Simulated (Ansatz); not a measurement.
# Gate voltage and capacitance of an H-BN-H chair monolayer charged by one gate at 6 Å, in LDA

The usual rule of thumb treats a gated monolayer as one plate of a capacitor, so that the width of the gap alone fixes the voltage needed for a given carrier density. We test it on the H-BN-H chair monolayer, with a gate 6 Å outside the outermost atoms. For a device this rule sets both the voltage budget and the charge expected at a given bias. The calculations give the gate voltage, relative to that of the neutral layer, for five hole densities and two electron densities. We compare the differential capacitance with the 1.48 μF/cm² of the vacuum gap. Because the layer has a band gap, the zero of voltage is arbitrary, and we rely on slopes and on the window between the branches.

## Systems and settings

Ansatz 0.2.0, plane-wave Kohn-Sham DFT with its default PAW datasets, LDA, Coulomb interaction cut off along the normal. The layer is relaxed neutral (cell and atoms), then held. One charged sheet stands 6 Å outside the outermost atoms of the upper face, behind a model barrier of 10 eV placed 1.5 Å nearer; the layer holds the opposite charge. Mesh 66×66×1, Fermi-Dirac smearing of 0.026 eV, spin-paired, no spin-orbit coupling. The voltage is read from the planar potential behind the sheet against the layer's Fermi level.

Notes on method and selection:

- A vacuum gap of 6 Å alone has a capacitance of 1.48 μF/cm².
- The capacitance is the series of the electrostatic and the quantum capacitance; at few carriers the latter depends on mesh and smearing.
- The neutral layer's Kohn-Sham gap along the symmetry path is 2.86 eV, with the valence top at Γ and the conduction bottom at Γ.
- In a layer with a gap the smearing places the neutral Fermi level somewhere in the gap, so the zero of voltage is arbitrary and only the window between the branches counts.
- Densities at which electrons spill towards the barrier, and series whose voltage is not monotonic, are not listed.
- Runs in which the search for lower states was switched off are not listed.
- Work functions and vacuum levels are read from the electrostatic potential (Hartree and local ionic parts), which a warning of a rough exchange-correlation potential in thin density does not concern.
- The default PAW datasets of this version of Ansatz are the set soft_2.
- Runs that did not converge, have known faults or may not be shown are not listed, and runs on Ansatz's PAW sets soft_1 and soft_2 are kept to separate tables.

Columns:

- carrier density (10¹³ cm⁻²): electrons added per area, negative for holes.
- back work function (eV): work function of the face away from the gate.
- gate voltage (V): gate voltage less that of the neutral layer.
- capacitance (μF/cm²): differential capacitance e·Δn/ΔV from the previous row to this one.
- equivalent distance (Å): vacuum distance with that capacitance, ε₀/C.

## The series

| member | branch | carrier density (10¹³ cm⁻²) | back work function (eV) | gate voltage (V) | capacitance (μF/cm²) | equivalent distance (Å) |
| --- | --- | --- | --- | --- | --- | --- |
| −11 | holes | −11 | 4.108 | −12.767 | – | – |
| −7 | holes | −7 | 4.088 | −8.665 | 1.56 | 5.67 |
| −4 | holes | −4 | 4.067 | −5.594 | 1.57 | 5.66 |
| −2 | holes | −2 | 4.041 | −3.537 | 1.56 | 5.68 |
| −1 | holes | −1 | 4.013 | −2.485 | 1.52 | 5.81 |
| +2 | electrons | 2 | 1.576 | 3.585 | – | – |
| +6 | electrons | 6 | 2.080 | 8.040 | 1.44 | 6.15 |

Least-squares fits to the whole series, with x = carrier density (10¹³ cm⁻²); R² and errors in the fitted variable (y, or ln y where the fit is in ln y):

| y | branch | members | fit | R² | rms residual | leave-one-out rms | the same for the mean of the others |
| --- | --- | --- | --- | --- | --- | --- | --- |
| gate voltage (V) | holes | 5 | y = −1.4742 + 1.0271 x | 1.00 | 0.0100 | 0.018 | 4.7 |
| capacitance (μF/cm²) | holes | 4 | y = 1.535 − 0.005000 x | 0.36 | 0.015 | 0.040 | 0.026 (fit no better) |

## What drives the series

On the hole branch the voltage is close to linear in carrier density, at 1.027 V per 10¹³ cm⁻². The capacitance is 1.52 to 1.57 μF/cm², which is 3 to 6 % above that of the gap. Between the two electron densities it is 1.44 μF/cm², about 3 % below. A linear fit of the hole capacitance against density does no better than the mean, so we claim no drift.

A simple model follows from four assumptions.

First, the gate and the layer carry opposite charges, so the field between them is $en/\epsilon_0$, with $n$ positive for electrons.

Second, the induced charge, including the layer's own polarisation, acts as a thin plane at a fixed distance $d$ from the gate. The potential step is then $end/\epsilon_0$.

Third, the carriers fill a parabolic two-dimensional band with constant density of states $D$. The Fermi level moves by $n/D$, which adds $n/(eD)$ to the voltage.

Fourth, both branches share one slope and are offset by the neutral gap $E_g$. Hence

$$V = V_0 + sn, \qquad s = \frac{ed}{\epsilon_0} + \frac{1}{eD},$$

with $E_g/e$ added for electrons. The three parameters are $V_0$, $s$ and $E_g$. For $n$ in 10¹³ cm⁻², $e/\epsilon_0$ is 0.181 V/Å.

The band-filling term is small, roughly 0.02 V per 10¹³ cm⁻² for one spin-degenerate band of free-electron mass. It is also positive, so it can only lower the capacitance. Within this model, the excess over the vacuum gap on the hole side must therefore come from $d$ being shorter than 6 Å. With band filling neglected, the hole slope gives 1.027 / 0.181 = 5.67 Å. This is an upper bound on $d$, so the effective plate lies at least about 0.3 Å outside the outermost nuclei. This is reasonable, since the polarisable electron cloud extends beyond the hydrogen nuclei.

## Testing the model

We fix the line on the members −2 and −7 and take the gap, 2.86 eV, from the neutral layer. Densities are in 10¹³ cm⁻² and voltages in V.

The slope is (−8.665 + 3.537) / (−7 + 2) = 1.0256 V per 10¹³ cm⁻².

The constant is −3.537 + 2 × 1.0256 = −1.486 V.

**Member −1:** −1.486 − 1 × 1.0256 = −2.512 V. The table has −2.485 V, which is less negative by 2.512 − 2.485 = 0.027 V.

**Member −4:** −1.486 − 4 × 1.0256 = −5.588 V. The table has −5.594 V, a difference of 0.006 V.

**Member −11:** −1.486 − 11 × 1.0256 = −12.768 V. The table has −12.767 V, although this density lies well outside the two fixing points.

**Member +6:** −1.486 + 2.86 + 6 × 1.0256 = 7.528 V. The table has 8.040 V, which is 0.512 V higher.

The hole branch is thus reproduced to within 0.03 V over a range of about 10 V. The bare vacuum gap does less well. Its slope is 1.602 / 1.48 = 1.082 V per 10¹³ cm⁻², where 1.602 μC/cm² is the charge of 10¹³ carriers per cm². From −1 to −11 it predicts a change of 10 × 1.082 = 10.82 V, whereas the table gives 12.767 − 2.485 = 10.282 V. The rule of thumb therefore overstates the hole voltage swing by about 0.5 V, or 5 %.

## Where the trend breaks

Largest departures from the fit to the whole series:

| member | branch | gate voltage (V) | fit | computed − fit | in rms residuals |
| --- | --- | --- | --- | --- | --- |
| −1 | holes | −2.485 | −2.501 | +0.016 | 1.6 |
| −4 | holes | −5.594 | −5.583 | −0.011 | 1.1 |
| −2 | holes | −3.537 | −3.528 | −0.009 | 0.9 |
| −11 | holes | −12.767 | −12.772 | +0.005 | 0.5 |

The model fails on the electron branch. Member +2 lies 3.585 − (−1.486 + 2.86 + 2 × 1.0256) = 0.160 V above it, and +6 lies 0.512 V above. The window from −2 to +2 is 3.585 + 3.537 = 7.122 V, against 2.86 + 4 × 1.0256 = 6.962 V in the model. The fault is in the shared slope, because the electron rows give (8.040 − 3.585) / 4 = 1.114 V per 10¹³ cm⁻². The model also holds the gap fixed, whereas the computed gap widens with charging, most strongly at +6. In the model's terms a widening gap would steepen the electron branch, if the valence edge kept to the hole line.

The thin-plane assumption fails as well. Band filling alone would lower the back work function as electrons are added, yet it rises by 0.504 eV from +2 to +6. The potential step between the two outer sides is the voltage change plus this rise, (4.455 + 0.504) / 4 = 1.240 V per 10¹³ cm⁻², or 1.240 / 0.181 = 6.85 Å. For holes from −1 to −11 the voltage falls while the back work function rises by 4.108 − 4.013 = 0.095 eV, so the two partly cancel: (10.282 − 0.095) / 10 = 1.019 V per 10¹³ cm⁻², or 1.019 / 0.181 = 5.63 Å. The charge induced on the electron branch, polarisation included, is thus centred deeper, and the gate field reaches through part of it. A diffuse conduction state extending beyond the hydrogens of the face away from the gate would behave this way, though these numbers alone do not prove it.

The small departure at −1 has the sign expected from smearing, which keeps the Fermi level nearer the gap at low density; the finite mesh may add to it.

## Conclusions and limits

From −1 to −11 × 10¹³ cm⁻² the layer acts as a nearly constant capacitor, slightly better than its vacuum gap. For electrons the capacitance is slightly lower, and two densities cannot test whether it stays constant.

Two omitted effects exceed these differences of a few per cent. A dielectric in place of the vacuum, with a relative permittivity of about 4, would raise the gap's capacitance roughly fourfold. LDA also underestimates band gaps, here probably by an electronvolt or more, so the real voltage window between hole and electron charging should be wider by about that amount.
